How strongly are a silicon atom and two hydrogen atoms bound in triplet SiH₂, and how far can a coupled-cluster answer be trusted? The method treats the motion of the electrons well, but only within the functions that it is given to build orbitals from. If these are too few, the binding comes out wrong by up to a quarter. The smallest set also errs in the opposite direction to the other small sets.

Ansatz 0.2.0, ROHF-CCSD(T) without relativity, for neutral triplet SiH₂ at its MP2(full)/6-31G* geometry in every row. The inner shells of silicon (1s, 2s and 2p) are left out of the correlation treatment.

| basis | functions | atomization energy less its quadruple-zeta value (kJ/mol) |
| --- | --- | --- |
| STO-3G | 11 | 138.90 |
| 6-31G | 17 | -110.80 |
| 6-31Gstar | 23 | -77.60 |
| cc-pV(D+d)Z | 33 | -38.10 |
| cc-pV(T+d)Z | 67 | -10.00 |
| cc-pV(Q+d)Z | 124 | 0.00 |

The atomization energy is the energy needed to pull the molecule apart into free atoms. In the quadruple-zeta set it is 554 kJ/mol, for the triplet, which is an excited state of SiH₂ and not its ground state. Relative to this value, STO-3G binds too strongly by 139 kJ/mol and 6-31G too weakly by 111 kJ/mol. From 6-31G onwards each larger set brings the value up towards the quadruple-zeta result.

**Why the error can have either sign**

A poor basis makes an energy too high, because the electrons can't take the shape that they would prefer. This happens to the molecule and to the free atoms alike. The atomization energy is the difference between the two, so what counts is which side suffers more. If the molecule is described worse, the binding looks too weak; if the atoms are described worse, it looks too strong.

With both errors counted from the quadruple-zeta set, this reads

$$\Delta D = \delta_{\text{atoms}} - \delta_{\text{molecule}},$$

where $\Delta D$ is the tabulated shift of the atomization energy, and each $\delta$ says by how much that side lies too high. The relation is exact bookkeeping and contains no fitted constant. In 6-31G the molecule is too high by 345 kJ/mol and the separate atoms by 234 kJ/mol, which leaves the binding 111 kJ/mol too weak. The output printed after this text gives both sides for each basis.

In STO-3G both sides are too high by more than 9000 kJ/mol. Most of this belongs to the inner shells of silicon, which a minimal basis describes badly but which hardly change when bonds form. It therefore cancels almost completely, and a modest imbalance between two huge errors decides the result. Here the atoms come out worse.

**Why the smallest basis binds too strongly**

The likely culprit is the free hydrogen atom. In a typical covalent bond, the electron cloud around a hydrogen nucleus is more compact than in the free atom. STO-3G gives each hydrogen a single function of fixed shape, and that shape was chosen to suit molecules. When the bond is broken, the cloud can't expand again, and the free atom is left with too high an energy.

The size of this effect can be estimated from one known number: in STO-3G a free hydrogen atom lies roughly 0.033 hartree too high, or about 87 kJ/mol. SiH₂ releases two such atoms, so the apparent binding grows by about 173 kJ/mol. That is more than the whole shift of 139 kJ/mol. Without this contribution STO-3G would bind too weakly, as the other small sets do.

The 6-31G set serves as a control. It gives hydrogen two functions, whose mixture can adapt to the free atom, and the same estimate then yields only about 9 kJ/mol. The overbinding is indeed gone in that row. This supports the explanation without proving it. Between the two sets the estimate falls by about 164 kJ/mol but the atomization energy by 250 kJ/mol, so free hydrogen can't be the only cause of the drop. The silicon functions change too, and in so small a set the atoms of a molecule may also borrow functions from each other.

**Why the other small sets bind too weakly**

Once the free hydrogen atom is nearly right, the molecule is the harder side to describe. Electrons in a bond are pulled away from the symmetric shape that they have around a free atom. Functions of higher angular momentum, called polarization functions, allow this distortion: d functions on silicon and p functions on hydrogen. 6-31G has neither.

The second reason is correlation, the way in which electrons avoid each other. A free hydrogen atom has one electron and nothing to correlate. In a bond that electron shares its space with another of opposite spin, and the two can keep apart well only if the basis offers enough functions, including some with fine angular detail. The molecule thus has more to gain from a larger basis than its atoms have, and it gains slowly because close encounters of electrons are hard to build from smooth functions.

The numbers agree with this picture but also warn against a shortcut. Adding d functions to silicon, the step from 6-31G to 6-31G*, lowers the molecule by 131 kJ/mol. The free atoms fall by 97 kJ/mol in the same step, so only the remaining quarter strengthens the binding. A large gain in the energy of a molecule is therefore no measure of a gain in its bond strength.

**How to recognise the failure**

An STO-3G calculation on the molecule alone gives no hint that the binding is too strong. The usual T1 diagnostic, which warns when one determinant is a poor starting point for coupled cluster, is even smallest in this row: 0.010, against 0.024 in the quadruple-zeta set. It judges the method within the functions provided and says nothing about whether these suffice.

Three comparisons do reveal the trouble. The simplest uses the free hydrogen atom, which an atomization energy needs anyway: its exact energy is known to be −0.5 hartree, and a clearly higher value exposes the basis. The next is a second basis: from STO-3G to 6-31G only six functions are added, yet the atomization energy drops by 250 kJ/mol. The third is the correlation energy of the molecule, of which STO-3G recovers only 32 percent of the quadruple-zeta amount. This is a warning and not a proof, because part of the correlation energy is already present in the free silicon atom. But a calculation that captures so little of it, and still finds the strongest binding in the table, deserves suspicion.

**What to do about it**

Atomization energies from a minimal basis should not be used, and agreement with a better value would be no recommendation, since it would rest on cancelling errors. Polarization functions are necessary but not sufficient: cc-pV(D+d)Z has them on all atoms and still binds too weakly by 38 kJ/mol. With the triple-zeta set the deficit falls to 10 kJ/mol. The quadruple-zeta value is itself only the zero of this comparison, and judging by how the steps shrink, a few kJ/mol may still be lacking.

SiH₂ is a fragment that can form when silicon films for electronic devices are grown from silane. In a model of such growth, bond energies with errors of the size found in the two smallest sets could put the reaction steps in the wrong order.

Output of the analysis:

```
Errors counted from quadruple zeta, kJ/mol:
          row  atomization energy  shift in percent  molecule too high by  separate atoms too high by
       STO-3G               692.7             25.08                  9116                        9255
        6-31G                 443            -20.01                   345                       234.2
    6-31Gstar               476.2            -14.01                 214.3                       136.7
  cc-pV(D+d)Z               515.7             -6.88                 97.78                       59.68
  cc-pV(T+d)Z               543.8            -1.806                 22.26                       12.26
  cc-pV(Q+d)Z               553.8                 0                     0                           0
Change from the row above, energies in kJ/mol:
          row  added functions  change of atomization energy  lowering of molecule  lowering of atoms  atoms' lowering in percent of molecule's
        6-31G                6                        -249.7                  8771               9020                                     102.8
    6-31Gstar                6                          33.2                 130.7              97.48                                     74.59
  cc-pV(D+d)Z               10                          39.5                 116.5              77.03                                      66.1
  cc-pV(T+d)Z               34                          28.1                 75.53              47.43                                     62.79
  cc-pV(Q+d)Z               57                            10                 22.26              12.26                                     55.07
Correlation in the molecule:
          row  correlation energy in eV  percent of quadruple-zeta value  T1 diagnostic
       STO-3G                     -1.06                            31.84        0.00973
        6-31G                    -1.408                            42.32         0.0153
    6-31Gstar                     -2.07                             62.2        0.02028
  cc-pV(D+d)Z                    -2.675                             80.4        0.02036
  cc-pV(T+d)Z                    -3.183                            95.65        0.02318
  cc-pV(Q+d)Z                    -3.327                              100        0.02413
Estimated overbinding from two poor H atoms in STO-3G, kJ/mol: 173.3
STO-3G shift less this estimate, kJ/mol: -34.38
Same estimate for two H atoms in 6-31G, kJ/mol: 9.452
6-31G shift less this estimate, kJ/mol: -120.3
Last step of the atomization energy divided by the step before: 0.3559
```
